Q: I want to assign the far-UV absorption of the adduct of alane with allyl(methyl)amine. The calculation lists ten singlets within 1.20 eV, each labelled by one orbital pair. What do the columns mean, and why is no energy anywhere near the orbital energy difference?

The ten lowest vertical TDDFT singlets of C4H12AlN, SMILES C=CC[N@@H+](C)[AlH3-], each with its leading orbital pair. Computed with PySCF 2.14.0 at the wB97X-D/def2-SVPD level in the gas phase, with density fitting and core orbitals frozen in the response, at the PBE0-D3(BJ)/def2-SVP geometry.

```
state    from      to  energy (eV)      f  weight of the pair  orbital energy difference (eV)
    1    HOMO    LUMO         6.64  0.007                0.34                           10.35
    2  HOMO-1    LUMO         6.73  0.017                0.41                           10.38
    3  HOMO-2    LUMO         7.33  0.303                0.66                           11.29
    4    HOMO  LUMO+1         7.42  0.022                0.47                           11.00
    5  HOMO-1  LUMO+1         7.52  0.124                0.57                           11.03
    6  HOMO-1  LUMO+2         7.58  0.039                0.21                           11.54
    7  HOMO-3    LUMO         7.60  0.241                0.28                           11.93
    8    HOMO  LUMO+5         7.70  0.055                0.30                             n/a
    9  HOMO-1    LUMO         7.79  0.009                0.38                           10.38
   10  HOMO-2  LUMO+1         7.84  0.046                0.64                           11.94
```

A: The columns "from" and "to" name the filled and empty orbital of the leading pair, the weight is that pair's share of the state, and f is the oscillator strength. Call the orbital energy difference Δε and the excitation energy E. For a single pair, theory gives roughly

E(singlet) ≈ Δε − J + 2K
E(triplet) ≈ Δε − J

J is the Coulomb attraction between the promoted electron and the hole it leaves. K is their exchange integral, which is large only where the two orbitals overlap. This functional has full exact exchange at long range, and under exact exchange an empty orbital describes an electron added to the neutral molecule, with no hole to attract it. Δε is then closer to ionisation energy minus electron affinity than to an optical gap, and the response calculation has to supply the attraction. The lowering Δε − E runs from 2.59 eV in state 9 to 4.33 eV in state 7. A functional without exact exchange builds much of the attraction into its empty orbitals, so there E stays much nearer to Δε.

Q: Is attraction alone big enough to give several eV?

A: A point-charge estimate with nothing fitted tests the scale. Set K and mixing aside and treat hole and electron as charges a distance R apart:

Δε − E ≈ e²/(4πε₀R) = 14.4 eV Å / R

For state 9, Δε − E = 10.38 − 7.79 = 2.59 eV, so R = 14.4/2.59 = 5.6 Å. State 7 gives 3.3 Å. These are distances of the size of a molecule with a chain of five heavy atoms, so the magnitude is right. They are not measured separations, least of all where hole and electron overlap, as in π→π*: there J and 2K are each several eV and partly cancel. The computed vertical ionisation energy for a hole in HOMO-1 is 9.76 eV, 0.47 eV more than the orbital energy implies, and adding that alone turns 5.6 Å into 14.4/3.06 = 4.7 Å. The LUMO also has positive energy, 1.09 eV, so it describes an unbound extra electron and depends on the basis. The estimate predicts no order of states.

Q: I took HOMO to LUMO for π→π* of the allyl group, or for a nitrogen lone-pair band. Why is it so weak?

A: It is neither. The populations of the same calculation put 0.93 of HOMO and 0.95 of HOMO-1 on the AlH3 group. The nitrogen lone pair, which would be the top orbital of the free amine, is spent on the dative bond to aluminium and has dropped; nitrogen shows up mostly in HOMO-3, mixed with Al and C=C. The Al–H bonds are hydridic, because aluminium is electropositive, and their electrons are the most loosely held. The C=C π orbital is HOMO-2. On the empty side, LUMO is mainly π* (0.63 on the two alkene carbons), LUMO+2 is mainly on AlH3, and LUMO+1 is mixed. Atomic populations in a basis with diffuse functions are rough, but these contrasts are large. An Al–H bond and π* lie at opposite ends of the molecule and overlap little, which is the standard reason for a small transition dipole. That covers only the π* part of state 1. Nearly as much of it, 0.32, goes into LUMO+2 on AlH3 itself, and these numbers do not show why that part adds so little.

Q: States 1 and 2 lie 0.09 eV apart, states 4 and 5 0.10 eV. Is that chance?

A: No. A pyramidal AlH3 unit has a local threefold axis, and two of its three Al–H bonding combinations form a degenerate pair. The populations show that pattern: HOMO has equal shares on two hydrogens, while HOMO-1 is concentrated on the third. The unsymmetrical amine splits the pair by only 0.03 eV. Excitations out of these orbitals therefore tend to come in twins, and states 1 and 2 draw on the same three empty orbitals. The steps from 1 to 4 and from 2 to 5 are 0.78 and 0.79 eV, which is the same promotion made from either hole. Which twin lies lower is not settled in nature, since TDDFT errors are commonly a few tenths of an eV and this is one conformer without vibrational averaging.

Q: The weights are mostly below one half. Does that make these states multiconfigurational in some deep sense?

A: That depends on whether the pairs share an orbital. State 1 is HOMO into LUMO (0.34), LUMO+2 (0.32) and LUMO+1 (0.19). One hole with three destinations is a single promotion into one mixed orbital. The empty orbitals were shaped without a hole, and once the hole exists the electron settles into the combination that it attracts best, here with much aluminium character. State 1 is thus not a pure transfer of charge to the alkene. The leading pairs of states 2, 4, 5 and 10 likewise share a hole, and those of state 3 share the LUMO. States 6 and 7 mix three holes and two destinations, and state 6 has weights of 0.21, 0.20 and 0.19, so its label is close to arbitrary.

This also means that the printed Δε understates what states 1 and 2 have gained. Averaging Δε over the three leading pairs of state 2 by weight gives

(0.41 × 10.38 + 0.29 × 11.54 + 0.14 × 11.03)/0.84 = 10.89 eV

and a lowering of 4.16 eV in place of 3.65. State 1 goes to 4.30 eV. These averages cover only the leading pairs, 0.6 to 0.9 of each state.

Q: States 2 and 9 carry the same label and the same Δε. How can they be 1.06 eV apart?

A: They are different mixtures of the same ingredients. When pairs with a common hole interact, the lowest combination is pushed down and the highest up, and states 2, 5 and 9 are largely three such combinations for HOMO-1. State 9 keeps the smallest lowering even after averaging, 2.89 eV. Among states with only Al–H holes it also sends the largest share of its leading weight into π*, 0.74 against 0.49 for state 2, and it is dark. All of this fits a transfer from AlH3 to the alkene, with a distant electron and hence small J, raised further by mixing. The two contributions can be roughly separated by turning the average round: weighting the state energies by the share of one pair estimates where that pair would lie unmixed. HOMO-1 into LUMO comes out at (0.41 × 6.73 + 0.38 × 7.79)/(0.41 + 0.38) = 7.24 eV, so mixing pushes state 2 down and state 9 up by about half an eV each. The lowerings of the three pairs are then 3.14 eV into LUMO, 3.67 eV into LUMO+1 and 4.22 eV into LUMO+2, rising with the aluminium share of the destination as distance requires. The estimate is rough, since unlisted weight is missing. Among the states themselves distance alone fails: states 4 and 5 have far less π* share than 1 and 2, yet their averaged lowerings are smaller, 3.52 and 3.63 eV, as expected for combinations that lack the push down received by the lowest one.

State 9 does most of the damage to the ordering by Δε. The rank correlation of Δε with E is 0.65 over the nine rows with a printed Δε and 0.93 without state 9. State 8 can't be ranked, since the energy of LUMO+5 is not given. Its Δε must exceed the 9.26 + 2.25 = 11.51 eV of HOMO to LUMO+2, so it is lowered by more than 3.8 eV, and its one certain inversion is again with state 9.

Q: And state 3, which lies under states 4 and 5 with a larger Δε?

A: Here hole and electron both sit on the C=C bond, so J is large by the argument above. Its lowering of 3.96 eV exceeds that of state 4 by 0.38 eV, enough to overturn a handicap of 0.29 eV in Δε and leave it 0.09 eV lower. That margin is again within the error of the method. The same overlap makes K large, which works the other way, and the triplets of this calculation (Tamm-Dancoff) show it: π→π* leads the first triplet with weight 0.74, ahead of the two Al–H triplets, whereas among singlets it comes third. State 10 starts from the same π orbital and ends in LUMO+1. It lies 0.51 eV above state 3 although its Δε is 0.65 eV larger. Less overlap should reduce both J and 2K, and a slightly greater loss of 2K would give this result; its small f agrees with small overlap, though neither integral was isolated, and both states also mix in pairs of higher Δε, which can shift them by as much as this 0.14 eV.

Q: Which bands would I see?

A: States 3, 7 and 5 carry 77 % of the f summed over these ten states; whatever absorbs above 7.84 eV is not in the list. In atomic units

f = (2/3) E |μ|²

with μ the transition dipole. This is the definition used by the calculation and tests nothing, but since E varies by under a fifth while f varies some fortyfold, it shows that μ decides. State 3 has |μ| = 1.30 au, with 99 % of its square along the axis on which the molecule is most polarisable. State 7 is polarised mostly along the same axis and contains π→π* with weight 0.20, which is 0.30 of the weight in state 3, so part of its intensity is borrowed. Its f is 0.80 of that of state 3, more than that ratio suggests, though state 3 is no pure reference: it holds 0.12 of the HOMO-3 pair, probably with the opposite sign, which would dim it and make the borrowed share of state 7 larger than 0.30. HOMO-3 has 0.22 on the alkene carbons, so its promotion to π* can bring a parallel dipole, and dipoles add before squaring. State 6 contains two of the same pairs, is polarised the same way and is six times weaker; it lacks a leading π→π* part, which may be reason enough. State 5 has only 3 % of its squared dipole along that axis, so it doesn't borrow from π→π*, and these numbers do not explain why it outshines its twin by a factor of 5.6. In a spectrum, states 3 to 7 span 0.27 eV and would probably merge into one band, preceded by a weak Al–H shoulder.

Q: Could some of the Al–H states be Rydberg states instead?

A: That is open. Measured from the computed ionisation energy, states 2, 5 and 9 are bound by 3.03, 2.24 and 1.97 eV. Binding energies of roughly 3 eV for the lowest s-type and 2 eV for the lowest p-type Rydberg electrons are typical, as rough recalled sizes, so state 2 sits at the s-type size and states 5 and 9 at the p-type size, and a diffuse electron could account for states 1, 2, 4 and 5 in part. State 9 is the weaker candidate, since most of its leading weight goes into π*. LUMO+1 is spread thinly, with 0.33 on aluminium and under 0.1 on any other atom. This remains a guess, and the basis has few diffuse functions for such states, those of the alkene included. A doubly augmented basis and the spatial extent of each excited state would decide it: does state 9 put its electron on the alkene, or outside the molecule?
